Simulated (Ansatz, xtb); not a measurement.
## Ligand exchange: KCl + SiH2(CH3)(NH2) → KNH2 + SiH2(CH3)Cl

Species: KCl, singlet; SiH2(CH3)(NH2), singlet; KNH2 `[NH2][K]`, singlet; SiH2(CH3)Cl ((chlorosilyl)methane), singlet. The partners trade Cl for NH2: K–Cl and Si–NH2 bonds give way to K–NH2 and Si–Cl.

Shapes, held fixed at every level: PBE0-D4/def2-TZVP. Flexible molecules stand in one conformer, not always the lowest. Programs: Ansatz 0.2.0, xtb 6.7.1. The zero-point and thermal change to 298 K, harmonic and unscaled (PBE0-D4/def2-TZVP), is -6.7 kJ/mol.

```csv
level,kind,ΔH(298 K) (kJ/mol),less CCSD(T)/def2-TZVPP,CPU time (sum over the molecules)
GFN0-xTB,semi-empirical,-135.8,-312.2,0.14 s
HF/def2-SVP,Hartree–Fock,+220.5,+44.1,–
SPW92/def2-TZVPP,LDA,+168.2,-8.2,8.8 s
B3LYP-D4/def2-TZVPP,global hybrid,+177.0,+0.6,23 s
BHLYP-D4/def2-TZVPP,global hybrid,+192.1,+15.7,16 s
r2SCAN0-D4/def2-TZVPP,global hybrid,+186.4,+10.0,25 s
wB97X-V/def2-TZVPP,range-separated hybrid,+181.5,+5.1,44 s
CCSD(T)/def2-SVP,coupled cluster or CI,+181.0,+4.6,8.5 s
CCSD(T)/def2-TZVPP,coupled cluster or CI,+176.4,0.0,2.9 min
```

The highest level, CCSD(T)/def2-TZVPP, gives ΔH(298 K) = +176.4 kJ/mol; the levels span -135.8 to +220.5. They disagree on the sign: 8 of 9 are positive. GFN0-xTB strays far from the other rows. The column of differences is taken from that level and isn't an error. No measured value is set beside it here. Outer-core shells of K are correlated in most correlated rows, in sets that cover them unevenly. Times are processor times on shared x86 and Arm servers, and rough.

The exchange is strongly endothermic: potassium keeps chloride and silicon keeps the amino group. Both K–Cl and K–NH2 are largely ionic, so the main driving force is the stability of the anion. Chlorine binds an extra electron far more strongly than the amino radical does, and the somewhat stronger Si–Cl bond cannot repay the cost of placing that charge on nitrogen.

Electron correlation lowers the cost markedly. In the same def2-SVP basis, Hartree–Fock gives +220.5 kJ/mol and CCSD(T) +181.0 kJ/mol, probably because the compact, electron-rich amide gains more correlation energy than chloride. Enlarging the coupled-cluster basis changes the result much less. The exothermic GFN0-xTB value contradicts this bonding picture and probably reflects its non-self-consistent treatment of charge in the strongly ionic potassium species.

The results support a clear preference for the reactants among isolated molecules, but not for the bulk salts, whose lattice energies also enter the balance.
